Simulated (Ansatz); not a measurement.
## A series in volume scale on Bi

All results are calculated (Ansatz 0.2.0). Plane-wave DFT, scalar-relativistic PAW made under PBE with cores redone for the functional, no dispersion; the given relaxed cell is scaled uniformly, energy at zero smearing counts from the unscaled cell, pressure at the given Fermi-Dirac smearing is positive in compression.

The cell before it is scaled or strained (space group Fd-3m, No. 227):
```
CELL_PARAMETERS angstrom
0.00000 3.72120 3.72120
3.72120 0.00000 3.72120
3.72120 3.72120 0.00000
ATOMIC_POSITIONS crystal
Bi 0.12500 0.12500 0.12500
Bi 0.87500 0.87500 0.87500
```

Settings of every row: spin polarised no; functional BLYP; wave cutoff 420 eV; smearing width 0.1 eV; k mesh 8x8x8.

Atom starting moment: 0 on all atoms.

Limits: no spin-orbit coupling, which can matter with elements this heavy; the cell comes from a prototype or a list of computed structures and needn't be the stable phase.

```csv
row,volume scale,V (Å³/atom),energy change per atom (meV),pressure (GPa)
1,0.88,45.345,74.68,4.26
2,0.92,47.406,?,?
3,0.96,49.468,7.46,1.14
4,1.04,53.59,5.51,-0.87
5,1.08,55.651,21.44,-1.59
6,1.12,57.712,45.74,-2.17
```

Question: what energy change per atom and pressure should row 2 give?

Worked fit of energy change per atom. Take u = (V_r/V)^(2/3) − 1 with V_r = 53.59 Å³ an atom, which is twice the finite (Eulerian) strain; such expansions in the strain, on which the Birch-Murnaghan equation of state is built, carry the rest volume and the bulk modulus. The shown rows have u = 0.11781, 0.05481, 0, -0.02484, -0.0482. Least squares give energy change per atom = 5.293 − 427.864 × u + 8624.7 × u² meV; a straight line predicts inner rows, each left out in turn, worse (root mean square 29 against 0.49 meV). The rows lie off it by 0.09, -0.29, 0.22, 0.20, -0.21 (root mean square 0.21 meV). The withheld row has u = 0.08518, so the fit gives 5.293 − 427.864 × (0.08518) + 8624.7 × (0.08518)² = 31.43 meV.

The calculation gave 31.04 meV. The fit lies 0.39 meV (1.3 % of the value, 0.56 % of the column's range) above it; its largest miss of a shown row is 0.29 meV.

Worked fit of pressure. Take u = (V_r/V)^(2/3) − 1 with V_r = 53.59 Å³ an atom, which is twice the finite (Eulerian) strain; such expansions in the strain, on which the Birch-Murnaghan equation of state is built, carry the rest volume and the bulk modulus. The shown rows have u = 0.11781, 0.05481, 0, -0.02484, -0.0482. Least squares give pressure = −0.881 + 31.491 × u + 102.77 × u² GPa; a straight line predicts inner rows, each left out in turn, worse (root mean square 0.35 against 0.024 GPa). The rows lie off it by 0.00, -0.01, 0.01, 0.01, -0.01. The pressure vanishes at u = 0.0258, or V = 51.58 Å³ an atom, and there the bulk modulus at fixed shape and fractions is B = −V dP/dV = (2/3)(1 + u) dP/du = 25.2 GPa. The withheld row has u = 0.08518, so the fit gives −0.881 + 31.491 × (0.08518) + 102.77 × (0.08518)² = 2.55 GPa.

The calculation gave 2.53 GPa. The fit lies 0.02 GPa (0.31 % of the column's range) above it; its largest miss of a shown row is 0.01 GPa.
